Tungsten diselenide is a layered semiconductor in which each W atom sits inside a trigonal prism of six Se atoms. The table gives its density of states, the number of electron states per electronvolt, with both spins counted. Columns such as "DOS W 5d" give the part of it that belongs to one kind of atomic orbital. States at negative energy are filled and those at positive energy are empty; zero lies in the middle of the gap.

Density of states of WSe₂ (P6₃/mmc, 6 atoms per cell, a = 3.279 Å, c = 12.793 Å), from Ansatz 0.2.0 with PBEsol, scalar-relativistic plane-wave PAW, no spin polarisation, cutoff 420 eV and k mesh 12×12×2 (18×18×3 for the states). Tetrahedron method, averaged over 0.2 eV bins; energies are relative to the Fermi level. Orbital columns are Löwdin projections summed over sites.

| energy (eV) | density of states total (states/eV/cell) | DOS Se 4p (states/eV/cell) | DOS W 5d (states/eV/cell) | DOS W 6s (states/eV/cell) | DOS Se 4s (states/eV/cell) | DOS W 5p (states/eV/cell) |
| --- | --- | --- | --- | --- | --- | --- |
| -7.95 | 0 | 0 | 0 | 0 | 0 | 0.00000 |
| -7.55 | 0.16 | 0.10 | 0.03 | 0.01 | 0.01 | 0.00000 |
| -7.15 | 1.36 | 0.91 | 0.23 | 0.14 | 0.05 | 0.00000 |
| -6.75 | 2.71 | 1.77 | 0.52 | 0.27 | 0.11 | 0.01000 |
| -6.35 | 4.81 | 3.04 | 1.18 | 0.37 | 0.14 | 0.02000 |
| -5.95 | 5.45 | 3.70 | 1.41 | 0.1 | 0.16 | 0.03000 |
| -5.55 | 3.16 | 2.11 | 0.62 | 0.2 | 0.18 | 0.02000 |
| -5.15 | 4.95 | 3.07 | 1.34 | 0.17 | 0.28 | 0.03000 |
| -4.75 | 6.33 | 3.77 | 1.87 | 0.18 | 0.37 | 0.04000 |
| -4.35 | 3.18 | 2.04 | 0.94 | 0.06 | 0.09 | 0.01000 |
| -3.95 | 5.69 | 3.69 | 1.73 | 0.04 | 0.12 | 0.03000 |
| -3.55 | 3.72 | 2.08 | 1.49 | 0.02 | 0.06 | 0.01000 |
| -3.15 | 5.24 | 3.22 | 1.71 | 0.03 | 0.2 | 0.01000 |
| -2.75 | 6.69 | 4.29 | 2.06 | 0.04 | 0.15 | 0.03000 |
| -2.35 | 5.03 | 3.26 | 1.54 | 0.03 | 0.07 | 0.02000 |
| -1.95 | 3.55 | 2.08 | 1.32 | 0.02 | 0.03 | 0.01000 |
| -1.55 | 6.81 | 2.61 | 3.90 | 0.06 | 0.09 | 0.01000 |
| -1.15 | 3.08 | 1.07 | 1.85 | 0.05 | 0.04 | 0.00000 |
| -0.75 | 0.67 | 0.17 | 0.46 | 0.01 | 0.02 | 0.00000 |
| -0.35 | 0 | 0 | 0 | 0 | 0 | 0.00000 |
| 0.05 | 0 | 0 | 0 | 0 | 0 | 0.00000 |
| 0.45 | 0.12 | 0.04 | 0.07 | 0 | 0 | 0.00000 |
| 0.85 | 1.79 | 0.58 | 1.06 | 0.01 | 0.05 | 0.00000 |
| 1.25 | 3.52 | 0.91 | 2.32 | 0.08 | 0.07 | 0.00000 |
| 1.65 | 9.71 | 2.61 | 6.49 | 0.13 | 0.15 | 0.00000 |
| 2.05 | 9.48 | 3.14 | 5.64 | 0.21 | 0.13 | 0.00000 |
| 2.45 | 4.71 | 1.72 | 2.54 | 0.05 | 0.13 | 0.00000 |
| 2.85 | 2.73 | 1.18 | 1.32 | 0.01 | 0.06 | 0.00000 |
| 3.25 | 5.27 | 2.33 | 2.41 | 0.04 | 0.16 | 0.00000 |
| 3.65 | 3.06 | 1.22 | 1.27 | 0.22 | 0.1 | 0.00000 |
| 4.05 | 2.55 | 0.89 | 0.95 | 0.32 | 0.11 | 0.00000 |
| 4.45 | 1.36 | 0.31 | 0.24 | 0.45 | 0.06 | 0.00000 |
| 4.85 | 1.64 | 0.30 | 0.11 | 0.67 | 0.06 | 0.00000 |
| 5.25 | 1.78 | 0.32 | 0.10 | 0.65 | 0.07 | 0.00000 |
| 5.65 | 1.83 | 0.35 | 0.09 | 0.68 | 0.1 | 0.00000 |

**(a) Which orbital is larger at -2.75, at -0.75 and at 1.65 eV? Does the gap separate filled Se 4p states from empty W 5d states?**

At -2.75 eV Se 4p leads, with 4.29 against 2.06 states/eV for W 5d. At -0.75 eV the order is reversed, and W 5d makes up 69 % of the total. At 1.65 eV, in the main empty peak, it makes up 67 %.

The gap therefore has mostly W 5d states on both sides, with Se 4p mixed in. The states led by Se 4p begin lower down, from -1.95 eV.

**(b) Why are the two orbitals mixed at all, and why does Se 4p lead in the deeper states?**

Take one Se 4p orbital at energy $E_p$ and one W 5d orbital at $E_d$, higher by $\Delta = E_d - E_p$ and coupled to it by $V$. They form a lower, bonding level and an upper, antibonding one. The W 5d share of the lower level is

$$w_d = \frac{1}{2}\left(1 - \frac{\Delta}{\sqrt{\Delta^2 + 4V^2}}\right).$$

It is below one half, so the bonding level leans towards Se and the antibonding level towards W. It is small only if $\Delta$ is much larger than $V$.

The density-weighted mean energies of the two columns, taken over all rows, lie only 1.7 eV apart, while the filled states spread over about 7 eV. The window leaves out some deeper and higher states, so this distance is approximate. Orbitals so close in energy mix strongly: the rows up to -1.95 eV are on average 29 % W 5d.

The model fails at the valence bottom. The strongest bonding should bring the largest 5d share there, yet at -7.15 eV the share is only $0.23/1.36 \approx 17\,\%$. Two levels leave out the coupling of the Se atoms with each other. They also leave out the W 6s orbital, which has about 80 % of the filled weight shown in the table at -4.75 eV and below.

**(c) How many electrons should the filled group led by W 5d hold, and how many does it hold?**

Count the electrons first. W brings six valence electrons and each Se four 4p electrons, which makes 14 per WSe₂. The two Se atoms have six 4p orbitals, hence six bands with room for twelve electrons. Two are left for a band of mainly W 5d character, or four per cell, since the cell holds two WSe₂ units.

Now add the rows at -1.55, -1.15 and -0.75 eV, letting each stand for a strip 0.4 eV wide:

$$(6.81 + 3.08 + 0.67)\times 0.4 \approx 4.2 .$$

The agreement depends on where the group is taken to end. Its lower edge is a dip at -1.95 eV, not a gap, and moving the cut by one row changes the sum to 1.5 or 5.6.

Theory explains why such a band exists. In a trigonal prism the d orbital along the layer normal ($d_{z^2}$) bonds most weakly with Se and lies lowest, with the two in-plane orbitals ($d_{xy}$, $d_{x^2-y^2}$) next. This order alone is not expected to open a gap, because coupling between neighbouring W atoms broadens the levels into overlapping bands. The gap is expected to come from $d_{z^2}$ mixing with the in-plane pair across the W lattice, which splits off one band per W, and two electrons fill it. The d part of that band should be $d_{z^2}$ at the zone centre and in-plane at the zone corner K. The W 5d column adds up all five d orbitals, so it can't confirm this assignment.

**(d) Is tungsten then a W⁴⁺ ion with two d electrons?**

Only as a way of counting bands. Summed over the filled rows, the W 5d column gives about 4.8 electrons per W atom, where the ion would have two and the neutral atom has four. Se 4p holds about 4.3 electrons per Se atom, far from the six of a full shell. The same projection summed over all filled bands of the run, including those below the table, gives about 5.0 and 4.2.

The surplus on W comes from the mixing in part (b): about three quarters of the filled 5d weight in the table lies in the states led by Se 4p. How shared electrons are assigned to atoms is partly a matter of definition. A different division, by the shape of the electron density (Bader), gives W a charge of about +1.0 in the same calculation, again far from +4.

**(e) How many digits of such sums can be trusted?**

The filled rows together should hold 28 electrons per cell, and their sum times 0.4 eV is 29.0, which is 3.7 % too many. Each row averages over only 0.2 eV, so the sum assumes that the density stays the same over the rest of its strip. With every second row alone, the result is 26.8 or 31.3, depending on which set is used.

The result in part (c) therefore means "about four". The orbital shares in part (a) are safer, because both numbers in each ratio come from the same bin.

**(f) What would change if tantalum, with one electron fewer, replaced tungsten in the same structure?**

Suppose that the bands keep their shape and only the filling changes. The cell then loses two electrons from the top. The rows at -0.75 and -1.15 eV hold about 1.5, so the highest filled level drops into the upper part of the strip around -1.55 eV, between rows with 3.08 and 6.81 states/eV.

The upper band is then about half filled and the solid is a metal, as TaSe₂ built from the same kind of trigonal-prismatic layers is known to be. For a neighbouring compound, the first question is thus whether the metal brings enough electrons to fill this band.

**(g) Can the gap be read from the table?**

Only roughly. The nearest rows with states are at -0.75 and 0.45 eV, which suggests 1.2 eV. The band edges of the same calculation are only 0.86 eV apart, because filled states continue above the bin at -0.75 eV.

The smaller value, taken from the levels on the k mesh, is the better one for this calculation, but not a prediction for the real crystal. PBEsol generally gives gaps that are too small, and here it ran on PAW datasets made for PBE. The gap is indirect: it runs from the zone centre to a point halfway towards the corner K, while the smallest direct gap on the mesh is about 1.6 eV. Spin-orbit coupling is left out. It is expected to act most on the in-plane d states at K, lifting the highest of them towards the valence top, so it can move the band edges. The Se atoms also still feel forces along the layer normal, and the gap is sensitive to their height.
